**Q:** I am setting up calculations on hexagonal boron nitride, and the program wants two cutoffs, one for the electron waves and one for the density. I know that more waves give a better energy. What does the second one do?

**A:** It limits how fine a ripple in the electron density the plane-wave part of the calculation can hold. In the table the "sweep value" is this density cutoff in Ry, while the wave cutoff stays at 40 Ry. "Energy less tightest" is the energy per atom counted from the run with the highest density cutoff.

Quantum ESPRESSO 7.5, LDA with JTH 2.0 PAW datasets, for hexagonal BN (4-atom cell) with a wave cutoff of 544.228 eV (40 Ry), a 12×12×4 k mesh and Fermi-Dirac smearing of 0.136 eV. The sweep value is the density cutoff in Ry. Energies are free energies counted from the 640 Ry run, and the force miss is the largest component of the force difference from that run.

```
sweep value  energy less tightest (meV/atom)  gap (eV)  force miss (eV/Å)
        160                           -0.460     4.093              0.000
        200                           -0.190     4.093              0.000
        240                            0.060     4.093              0.000
        280                            0.050     4.093              0.000
        320                           -0.030     4.093              0.000
        400                            0.000     4.093              0.000
        480                            0.010     4.093              0.000
        640                            0.000     4.093              0.000
```

**Q:** The first row is already within half a meV per atom of the last. Why is the coarsest setting so good?

**A:** Because it is not coarse for the part of the density that the waves make themselves. That part is built from products of waves. If the shortest wave has wave vector $G_w$, a product of two waves reaches at most $2G_w$. A cutoff energy grows as the square of the wave vector, so the density needs

$$E_\rho = 4E_w = 4\times 40\ \text{Ry} = 160\ \text{Ry},$$

where $E_w$ is the wave cutoff and $E_\rho$ the density cutoff. The first row sits exactly there, and every ripple that the waves themselves can make is included from the start.

**Q:** Then why does the energy change at all after that?

**A:** Two things are sharper than a product of two waves. The PAW method uses smoothed waves and restores the charge lost in the smoothing by adding a compact compensation charge around each nucleus. A compact charge contains short ripples, and some of them lie beyond the first cutoff. The second is the exchange-correlation energy, which depends on the density in a non-linear way and is summed over a grid of points. A non-linear function of a smooth density has finer ripples than the density itself, and a finite grid samples them imperfectly. Here the two together shift the first row by less than half a meV per atom. With a sharper compensation charge, the error at a factor of four can be much larger.

**Q:** I would still expect the error to shrink steadily. Does it?

**A:** In size it does, until it is lost in the rounding at 400 Ry, but it does not keep its sign. At 160 and 200 Ry the energy is too low, by 0.46 and 0.19 meV per atom. An error that kept its sign would creep up to zero from below. Instead the energy overshoots: at 240 and 280 Ry it lies above the final value.

**Q:** How large is that break, if I take a smooth decay as the standard?

**A:** Take the simplest smooth decay, in which each step of 40 Ry leaves the same share of the error. The first two rows set that share, $0.19/0.46 = 0.413$, so they agree with the curve by construction and only the later rows test it. For 240 Ry the curve gives

$$-0.46\times 0.413^2 \approx -0.08\ \text{meV per atom}.$$

The calculation gives $+0.06$, so the break is about 0.14 meV per atom. At 280 Ry it is still 0.08; the printed output below has the other rows.

**Q:** Doesn't that depend on the curve you chose?

**A:** The exact size does, but the existence of the break does not. Any curve that rises to zero from below stays negative, so the row at 240 Ry misses it by at least 0.06 meV per atom. At 320 Ry the energy has dropped below the final value again, but it misses the smooth curve by only about 0.02 meV per atom, so I would not rest the case for a break on that row.

**Q:** Could the overshoot be noise, from runs that stopped too early?

**A:** No. The runs were iterated until the estimated energy error was below about 3 neV per atom. Even the small miss at 320 Ry, 0.03 meV per atom, is some ten thousand times larger. Nor has the material slipped into another electronic state, since the gap stays at 4.093 eV in every row.

**Q:** So what lets the energy go past its final value? When I raise the wave cutoff, it only comes down.

**A:** The two cutoffs do different jobs. A higher wave cutoff gives the electrons more freedom, and the variational principle says that more freedom can only lower the energy. A higher density cutoff gives the waves no new freedom. It changes how the energy of a given set of waves is worked out, much as a finer ruler changes a reading without changing the object. No principle fixes the sign of that change.

**Q:** Can you say which part of the energy pushes it too high?

**A:** Not from this table, which gives only the total energy. Theory only says which part cannot do it alone. The repulsion of the density with itself is a sum of positive terms, one for each ripple. Cutting off the short ripples removes positive terms and makes the energy too low, which is the sign of the first two rows. That effect alone could never give an energy that is too high. Two other parts can err either way. The attraction between the density and the ions loses the same short ripples, and where the lost terms are negative, the energy comes out too high. The grid sum for exchange and correlation has an error that depends on where the grid points fall relative to the atoms. Either part could cause the overshoot, or both together, and the total energy alone cannot tell which.

**Q:** What should I do differently in practice?

**A:** Don't stop the test as soon as two neighbouring settings agree. Between 240 and 280 Ry the energy moves by only 0.01 meV per atom, which looks finished, yet the next step moves it by 0.08. When an error can change sign, a flat stretch may be a turning point. It is safer to ask that several further settings stay inside your tolerance. For 0.1 meV per atom, 240 Ry passes that test; for 1 meV per atom, 160 Ry does, and it is the lowest value tried.

**Q:** The force error is zero in every row. May I relax structures at 160 Ry as well?

**A:** That zero comes from symmetry. Each atom sits at the centre of a triangle of neighbours, in a mirror plane, so the force on it vanishes at any cutoff. Once an atom is displaced, the force is free to carry a grid error, and you would have to test it on such a structure. Cell relaxation needs more care still: the wave cutoff is too short for a reliable stress, and a higher density cutoff does not cure that.

**Q:** And if I change the wave cutoff or the type of potential?

**A:** Start from the factor of four. If you raise the wave cutoff to 60 Ry, the density needs at least 240 Ry merely to hold the products of the waves. Then ask what is sharper than those products. Norm-conserving potentials have no compensation charge, so one of the two reasons to go beyond four disappears, while the non-linear exchange-correlation energy remains.

The analysis program printed:

```
wave cutoff in Ry: 40
share of the miss left after the first 40 Ry step: 0.413
energy against the smooth yardstick:
  row  density to wave cutoff  shortest wave in angstrom  energy miss in meV per atom  smooth yardstick in meV per atom  break in meV per atom  gap miss in meV
  160                       4                     0.2629                        -0.46                             -0.46                      0            0.223
  200                       5                     0.2351                        -0.19                             -0.19                      0            0.128
  240                       6                     0.2146                         0.06                          -0.07848                 0.1385             0.02
  280                       7                     0.1987                         0.05                          -0.03241                0.08241            0.015
  320                       8                     0.1859                        -0.03                          -0.01339               -0.01661            0.043
  400                      10                     0.1662                            0                         -0.002284               0.002284            0.005
  480                      12                     0.1518                         0.01                        -0.0003897                0.01039            0.004
  640                      16                     0.1314                            0                        -1.134e-05              1.134e-05                0
energy step from 160 to 200 Ry in meV per atom: 0.27
energy step from 200 to 240 Ry in meV per atom: 0.25
step from 200 to 240 Ry that the yardstick expects in meV per atom: 0.1115
energy step from 280 to 320 Ry in meV per atom: -0.08
full spread of the energies in meV per atom: 0.52
largest energy miss from 240 Ry upward in meV per atom: 0.06
gap change from 280 to 320 Ry in meV: 0.028
self-consistency threshold in neV per atom: 2.721
energy miss at 320 Ry in neV per atom: 30000
```
